Lead sulfide, PbS, crystallises in the rock-salt structure, with each Pb atom surrounded by six S atoms. The table follows its band gap in a density-functional calculation without spin-orbit coupling, as the cell is compressed or stretched evenly. The volume $V$ is given per atom and the shortest distance $d$ is the Pb–S bond length. The gap on path separates the highest filled from the lowest empty level along a line of sampled electron wavevectors. The direct gap compares the two levels at the same wavevector.

GPAW 26.7.0, PBEsol with PAW data sets and a 600 eV plane-wave cutoff, for rock-salt PbS in evenly scaled cells, without spin polarisation or spin-orbit coupling. The densities use an 8 × 8 × 8 k mesh and Fermi-Dirac smearing of 0.05 eV; both gaps are taken from bands sampled along a path of special points.

| volume (Å³/atom) | shortest distance (Å) | gap on path (eV) | direct gap on path (eV) |
| --- | --- | --- | --- |
| 23.079 | 2.847 | 0.237 | 0.291 |
| 24.552 | 2.906 | 0.047 | 0.047 |
| 25.311 | 2.936 | 0.082 | 0.082 |
| 26.086 | 2.966 | 0.200 | 0.200 |
| 26.876 | 2.995 | 0.308 | 0.308 |
| 27.682 | 3.025 | 0.406 | 0.406 |
| 29.343 | 3.084 | 0.573 | 0.573 |

**(a) Between the largest cell and the one at 25.311 Å³/atom, why does compression shrink the gap?**

*Solution.* A simpler system shows the main effect: one Pb atom that has passed two electrons to one S atom, with a filled 6s level on Pb below a filled 3p level on S. The two levels mix and repel each other. The lower combination is bonding, while the upper one is antibonding and is pushed up more strongly as the atoms approach. Both are filled, so in this two-level picture the upper one is the highest filled level.

In the crystal, mixing also depends on how the electron wave changes from atom to atom. The band edges of PbS are known to lie at the point L of the Brillouin zone, where the wave reverses sign from one (111) layer of Pb atoms to the next. Pb atoms on opposite sides of an S atom then carry s orbitals of opposite sign, which match the two lobes of the S 3p orbital. At the zone centre those s orbitals have equal signs and their mixing with S 3p cancels. The analogy with the pair therefore holds for the valence edge at L, but not for the whole band.

Shorter bonds thus lift the valence edge towards the conduction edge. The calculated levels support this. From 27.682 to 24.552 Å³/atom, the valence edge rises by 0.74 eV against the S 3p level at the zone centre, and by 0.35 eV against the deep Pb 5d level. (In the smaller of these two cells the edges lie only 0.05 eV apart. They are assigned there as argued in (b); the other assignment would change each shift by that amount and leave the conclusion as it is.) The conduction edge rises by 0.29 eV on the first scale and falls by 0.11 eV on the second, so its own motion depends on the reference. The difference between the two shifts does not: the valence edge gains about 0.45 eV on the conduction edge whatever the scale.

For a related crystal, the question to ask is which edge short bonds push up faster. If it is the valence edge, compression closes the gap; if it is the conduction edge, compression opens it.

**(b) Below 25.311 Å³/atom the printed gap passes a minimum and grows again. Has the mechanism reversed?**

*Solution.* The mechanism can continue unchanged, because a printed gap has no sign. It is the distance between a filled and an empty level, whichever orbital each comes from. Once the rising valence-type level has passed the conduction-type level, further compression drives them apart in the opposite order. The signed gap, conduction-type minus valence-type, is then negative and still falling.

This can be tested with the gap on the regular mesh of wavevectors used for the calculation, which includes L. It equals the gap on path except in the smallest cell, where it is 0.345 eV. The levels calculated at the mesh points show that this gap lies at L: the filled and empty levels there are exactly the two band edges of the mesh. A quadratic in $x=\ln(V/26\ \text{Å}^3)$ was fitted by least squares to the five cells from 25.311 Å³/atom upwards:

$$E_\text{gap}=0.188+3.802\,x-5.137\,x^2\quad\text{(eV)}.$$

The smallest cell was not part of the fit. It has $x=\ln(23.079/26)=-0.1192$, so

$$E_\text{gap}=0.188-0.453-0.073=-0.338\ \text{eV}.$$

The size agrees with the calculated 0.345 eV to about 2 %, and the sign is negative. The cell at 24.552 Å³/atom, also left out, agrees to within 0.001 eV.

With positive signs the curve would break. The slope of the gap against $\ln V$ is 3.9 eV between 25.311 and 26.086 Å³/atom. In the next interval down it would drop to 1.1 eV, and in the last one it would become −4.8 eV. With negative signs for the two smallest cells, it instead steepens gradually to 4.3 and 4.8 eV. This is strong evidence that the levels change order, though the symmetry labels that would settle it were not printed.

The atomic pair also suggests a formula. If the s–p coupling varies as $d^{-2}$ and the separation of the atomic levels stays fixed and large compared with the coupling, the upward push varies as coupling squared, hence as $d^{-4}$ or $V^{-4/3}$. A constant minus such a term, fitted to the same five cells, gives the negative sign but only −0.27 eV for the smallest cell. The repulsion picture is thus consistent with the direction of the trend, while the calculated response steepens faster than this simple law. Motion of the conduction edge may contribute, but the data do not separate the causes.

**(c) Why do the two gap columns differ only in the smallest cell, and is that cell an insulator?**

*Solution.* Before the levels change order, the highest filled and the lowest empty level both lie at L, so the gap and the direct gap coincide. Afterwards the order is reversed only in a region around L; farther out it is normal again. In some directions outwards the two bands must therefore approach each other first, so the smallest separation moves away from L. This fits the smallest cell, where the direct gap of 0.291 eV and the gap of 0.237 eV both lie below the mesh value. The highest filled and lowest empty levels on the path now also sit at different wavevectors. At 24.552 Å³/atom the levels have barely passed each other, so the reversed region should be too small for the sampled points around L to show it, and the two columns still agree.

Theory goes further. In a crystal with inversion symmetry and no spin-orbit coupling, exchanging two levels of opposite parity at L makes the bands touch along closed lines around it. If the exchange inferred in (b) is right, both compressed cells have no true gap. Their printed values, including the 0.047 eV at 24.552 Å³/atom, then only show that the sampled points missed the lines.

Interpolation puts the closure near 24.8 Å³/atom, about 3 % below the calculated zero-pressure volume of 25.6 Å³/atom. That position should not be used as a design value for real PbS. Spin-orbit coupling shifts these edges by tenths of an eV, more than the gap of 0.13 eV interpolated at zero pressure, and can open a gap where the bands touch. The functional also tends to make gaps too small. Finally, real PbS leaves the rock-salt structure at roughly 2 to 3 GPa. The smallest cell, under 7.5 GPa, keeps that structure only because the calculation imposes it, and the next one, under 2.6 GPa, is a borderline case.
